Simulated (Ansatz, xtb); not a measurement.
C5H9GeN: which of two isomers lies lower

Structure a: `N#C[C@@H]1C[CH2][GeH2][CH2]1`, a singlet. Structure b: `N#C[C@@H]1CC[CH2][GeH2]1`, a singlet. Both are isolated molecules in the gas phase, relaxed with PBE0-D3(BJ)/def2-SVP; the shapes shown needn't be the lowest conformers.

a (Å):

```xyz
16

C    -0.4069    2.4820   -2.4061
C    -0.6465    1.8298   -1.1166
C     0.6484    1.8301   -0.2735
C     1.6767    0.8830   -0.8975
C    -1.1096    0.3720   -1.3228
Ge    0.5844   -0.6283   -1.5410
N    -0.1930    2.9783   -3.4301
H    -1.4249    2.4207   -0.6044
H     1.0371    2.8549   -0.1626
H     0.3743    1.4812    0.7364
H     2.4568    0.5864   -0.1828
H     2.1749    1.3566   -1.7578
H     0.6387   -1.8675   -0.6276
H     0.8812   -1.0420   -2.9911
H    -1.6222    0.0230   -0.4134
H    -1.8083    0.2683   -2.1636
```

b (Å):

```xyz
16

C    -0.3934    0.0213   -1.9889
C     0.4558    0.6581   -1.0036
C     0.6386   -0.2053    0.2633
C    -0.6011   -0.0808    1.1502
C    -0.8939    1.3988    1.4262
Ge   -0.4432    2.2942   -0.2677
N    -1.1024   -0.4903   -2.7509
H     1.4174    0.9107   -1.4752
H     1.5212    0.1716    0.8079
H     0.8468   -1.2547    0.0020
H    -0.4673   -0.6490    2.0849
H    -1.4578   -0.5394    0.6267
H    -1.9324    1.5768    1.7385
H    -0.2377    1.7924    2.2188
H     0.5668    3.4465   -0.1199
H    -1.6351    2.7302   -1.1308
```

Task: Which of the two would you expect CCSD(T)/def2-SVP + ΔMP2/def2-TZVPP electronic energies to favour?

Result: Too close to call at this level: CCSD(T)/def2-SVP + ΔMP2/def2-TZVPP gives E(b) − E(a) = −2.84 kJ/mol.

Level by level:

```csv
level,geometry,E(b) − E(a) (kJ/mol),departure from the last row (kJ/mol),"job, with rough time for the two"
GFN2-xTB,GFN2-xTB,−6.43,−3.59,"optimisation, 0.18 s"
HF/STO-3G,GFN2-xTB,−2.88,−0.04,"single point, 0.6 s"
r2SCAN-D4/def2-SVP,GFN2-xTB,−6.46,−3.62,"single point, 6 s"
PBE0-D3(BJ)/def2-SVP,PBE0-D3(BJ)/def2-SVP,−6.26,−3.42,"optimisation, 55 s"
HF/def2-SVP,PBE0-D3(BJ)/def2-SVP,−4.08,−1.23,part of the CCSD(T) run
MP2/def2-SVP,PBE0-D3(BJ)/def2-SVP,−2.32,+0.53,part of the CCSD(T) run
CCSD(T)/def2-SVP,PBE0-D3(BJ)/def2-SVP,−1.99,+0.86,single point
CCSD(T)/def2-SVP + ΔMP2/def2-TZVPP,PBE0-D3(BJ)/def2-SVP,−2.84,,"single point, 2.6 min"
```

As drawn, both hold the same kinds of bond in the same numbers.

The largest departure from CCSD(T)/def2-SVP + ΔMP2/def2-TZVPP is that of r2SCAN-D4/def2-SVP, 3.62 kJ/mol. The last row adds to CCSD(T) the change of the MP2 difference between the two basis sets, here −0.86 kJ/mol.

With thermal terms from frequencies at re-optimised GFN2-xTB minima (ideal gas, soft modes damped towards free rotors, one conformer each, 298.15 K, 1 atm): on the last row, ΔE + ΔZPE = −2.61, ΔH = −2.44, ΔG = −2.95 kJ/mol.

The correlated steps freeze 15 core orbitals; the filled d shell of Ge is correlated, in a basis made for valence electrons. Run with Ansatz 0.2.0, xtb 6.7.1; the last row on 4 threads of Arm Neoverse V1 on a shared host.

Every level puts the nitrile on the carbon next to germanium (b) below the isomer with it one carbon further away (a), but the margin is too small to establish a preference. With bond types matched, what remains is substituent position and ring shape. Germanium is more electropositive than carbon, so the α-carbon carries extra electron density, which an adjacent cyano group can stabilise inductively and by accepting density from the Ge–C σ bond into C≡N π*. This probably favours b, though differences in ring puckering and nitrile orientation could contribute as much.

Correlation weakens the preference, from −4.08 kJ/mol in HF to −2.32 in MP2 with the same basis and geometries, while the larger basis restores part of it. The close agreement of HF/STO-3G with the last row is therefore probably a cancellation of errors. Thermal terms hardly alter the balance. The energies say nothing about the ease of interconversion, which would require breaking strong σ bonds.
